Lanczos (Hankel) analysis of transient data: limits and scaling

1. The method

A projector Monte Carlo run records h(τ) = ⟨ψ|exp(−τH)|ψ⟩ = Σ w_k exp(−E_k τ), with ψ a normalised trial state and w_k ≥ 0 its weight on level E_k. The imaginary time τ is in eV⁻¹. Through τ = 1/(k_B T), 1 eV⁻¹ corresponds to 1.16×10⁴ K. As with a capacitance transient from several traps, the task is to extract decay rates from a noisy sum of exponentials.

Choose n times τ_i and the states φ_i = exp(−τ_i H)ψ. Their overlap and Hamiltonian matrices are N_ij = h(τ_i+τ_j) and H_ij = −h′(τ_i+τ_j), of Hankel form for equal spacing. Solving H c = E N c is a Rayleigh-Ritz calculation (Caffarel, Gadea and Ceperley, 1991). For exact data and nonsingular N, the Hylleraas-Undheim-MacDonald theorem makes the k-th root an upper bound to the k-th distinct level with w_k > 0, for k up to n. Higher levels and other symmetry sectors are not addressed, and noise removes the bound.

2. Dimensional analysis and one step

Adding a constant to H shifts every root by it, so only central moments m_p = ⟨x^p⟩, x = H − ⟨H⟩, matter. The energy unit is σ = √m2, and the groups are στ, m3/σ³, n and the relative noise ε of h.

For times (0, δ) with δ → 0 the basis becomes ψ and xψ/σ, with matrix rows (0, σ) and (σ, m3/m2). Its lower root is

E1 = ⟨H⟩ + e, e = a − √(a² + m2), a = m3/(2 m2).

With s = a/σ:
|s| ≪ 1: e ≈ −σ + a − a²/(2σ)
s ≫ 1: e ≈ −m2/(2a) + m2²/(8a³)
s ≪ −1: e ≈ 2a − m2/(2|a|)
For s ≫ 1 this is second-order perturbation theory with one denominator 2a. At the crossover s = 1, e = −0.414σ.

3. The 26-site t-J cluster

H = −t Σ (c†_iσ c_jσ + h.c.) + J Σ (S_i·S_j − n_i n_j/4), over nearest-neighbour bonds, without double occupancy. Typical cuprate inputs are t = 0.40 eV, J = 0.12 eV (1.4×10³ K) and Cu-Cu distance 3.8 Å. The periodic cell has edges (5,1) and (−1,5), 19.4 Å long, and allowed momenta k = (2πp/26)(1,−5). Let γ = (cos kx + cos ky)/2. Its smallest magnitude is 0.0685 (p = 2).

Take ψ as the Néel state with one up spin removed in a Bloch wave k. The space of 12 up and 13 down spins has 26·C(25,12) = 1.35×10⁸ states, yet the moments follow by counting. An antiparallel bond has diagonal energy −J/2 and flip amplitude J/2. Parallel or broken bonds have zero. For N sites:
- 2N − 4 bonds are intact, so ⟨H⟩ = −(N−2)J.
- 4 hops (amplitude −t) each cost 3J/2.
- 12 flips beside the hole cost 5J/2, the other 2N − 16 cost 3J.
- Two hops and one flip, the flip first or last, move the hole two sites and restore the order, with total amplitude +t²J per path. The 12 paths sum to t²J(16γ² − 4).

m2 = 4t² + (N−2)J²/2
m3 = t²J(2 + 16γ²) + 3(N−3)J³/2

The shortest path winding round the cell has six steps, so these hold at N = 26: ⟨H⟩ = −2.880 eV, m2 = 0.8128 eV², σ = 0.9016 eV.

p = 2: m3 = 0.0995 eV³, a = 0.0612 eV, s = 0.068, e = −0.842 eV, E1 = −3.722 eV
p = 0: m3 = 0.4052 eV³, a = 0.2493 eV, s = 0.276, e = −0.686 eV, E1 = −3.566 eV

Both lie on the small-s side.

4. The ratio J/t at N = 26

Small J/t: E1 ≈ −2t − 24J + J(1+8γ²)/4 − (J²/t)[3 + (1+8γ²)²/64]. At J = 0 one step gives −2t and two steps give −√7 t = −2.646t. The exact lowest level is −4t: four hops per configuration bound it from below, and the fully polarised Nagaoka state reaches it. Its weight in the p = 0 state is only 1/(2·C(25,12)) = 9.6×10⁻⁸.

The one-step bandwidth W, from γ = 0 to γ = 1, is 2J − 5J²/(4t) − 6J³/t² + … for small J/t and 0.41 t²/J for large J/t. The regimes change where hopping and flips share m2 equally, 4t² = 12J², or J/t = 0.577. At J/t = 0.30 the three terms are 0.240, −0.045 and −0.065 eV, so the closed form must be used. Between p = 2 and p = 0 it gives the model's W = 0.16 eV = 1.3J, a difference of two bounds and so no bound. Converged t-J bandwidths at this coupling are typically near 2J, so one step falls short by roughly a third.

5. The size N

Without a hole, ⟨H⟩ = −NJ, m2 = NJ²/2 and m3 = 3NJ³/2, so a = 3J/2 does not grow with N. The extensive gain −m2/(2a) = −NJ/6 needs N ≪ 4.5, where s = 1. Above that, e ≈ −J√(N/2) + 3J/2, and the gain per site falls as N^(−1/2). At N = 26 it is 0.0925J, or 56 per cent of J/6.

The hole energy E1(hole) − E1(no hole) is −0.314 eV for p = 2. The background dominates m2 beyond N = 2 + 8(t/J)² = 91, and for large N the hole energy tends to 2J − (4t² − J²)/(J√(2N)): the kinetic gain disappears. A fixed number of steps is not size-consistent.

6. The spacing δ

For small δ, exp(−δx) adds −δx²/2 to the second basis direction x. First-order variation of the root gives

E(δ) ≈ E1 − δ b² e²/(m2 + e²), b² = m4/m2 − m2 − (m3/m2)²,

where b is the next Lanczos coupling. At J = 0, b² = 3t² and e² = m2, so the slope is −1.5t². A finite spacing thus lowers the bound. The expansion needs δ ≪ 1/σ = 1.11 eV⁻¹ (1.05×10⁴ K).

With energies measured from ⟨H⟩, det N ≈ m2δ² and the small eigenvalue of N is m2δ²/2. Uncorrelated noise ε must stay below it: δ > √(2ε)/σ, or 0.016 eV⁻¹ for ε = 10⁻⁴. For n equally spaced times the smallest eigenvalue scales as δ^(2(n−1)). Once noise drives it through zero, a root can appear at any energy.

7. Long times and the sign

For n = 1 the root is the transient estimate −h′/h ≈ E_0 + g(w_1/w_0)exp(−gτ), with τ = 2τ_1 and gap g = E_1 − E_0 between exact levels. For data with two levels and times τ_1, τ_1 + δ, both roots are exact, but

det N = w_0 w_1 exp(−2(E_0+E_1)τ_1) [exp(−E_0δ) − exp(−E_1δ)]².

Relative to N_11² this decays as exp(−2gτ_1), so late times lose rank.

The walk samples H_B, which has every off-diagonal element replaced by minus its magnitude, and h = h_B⟨sign⟩, with h_B started from the k = 0 state. The moment m2 is unchanged, but each hop-hop-flip path gives −t²J, so m3B = 34.5J³ − 6t²J = −0.0556 eV³. At short times ⟨sign⟩ ≈ 1 − (m3 − m3B)τ³/6, with m3 − m3B = 0.155 eV³ for p = 2. At long times ⟨sign⟩ ∝ exp(−Δτ), Δ being the difference of the ground energies. One step gives e_B = −0.936 eV and Δ ≈ 0.094 eV, an estimate of scale only. The two laws cross near √(6Δ/(m3 − m3B)) = 1.9 eV⁻¹.

With M independent samples, and other weight fluctuations ignored, ε ≈ exp(Δτ)/√M. The usable horizon is τ_max = ln(ε√M)/Δ, about 49 eV⁻¹ (2.4×10² K) for M = 10¹⁰ and ε = 10⁻³. At fixed doping Δ grows in proportion to N, so τ_max ∝ (ln M)/N.

Minimising bias plus noise over τ makes their sum scale as M^(−η), η = g/(2(g+Δ)). To estimate g, spread the coupling 4J of a spin evenly over the N/2 sites of the other sublattice. This gives levels 4J S(S+1)/N, hence gaps 12J/N = 0.055 eV (S = 3/2) and 32J/N = 0.15 eV (S = 5/2) above S = 1/2. The plain transient then has η = 0.19. A second time with gδ near 1 cancels the lowest excitation with coefficients of order one, and if S = 5/2 comes next the model's exponent rises to 0.31. Each resolved level moves η towards 1/2, while the factor exp(Δτ) remains.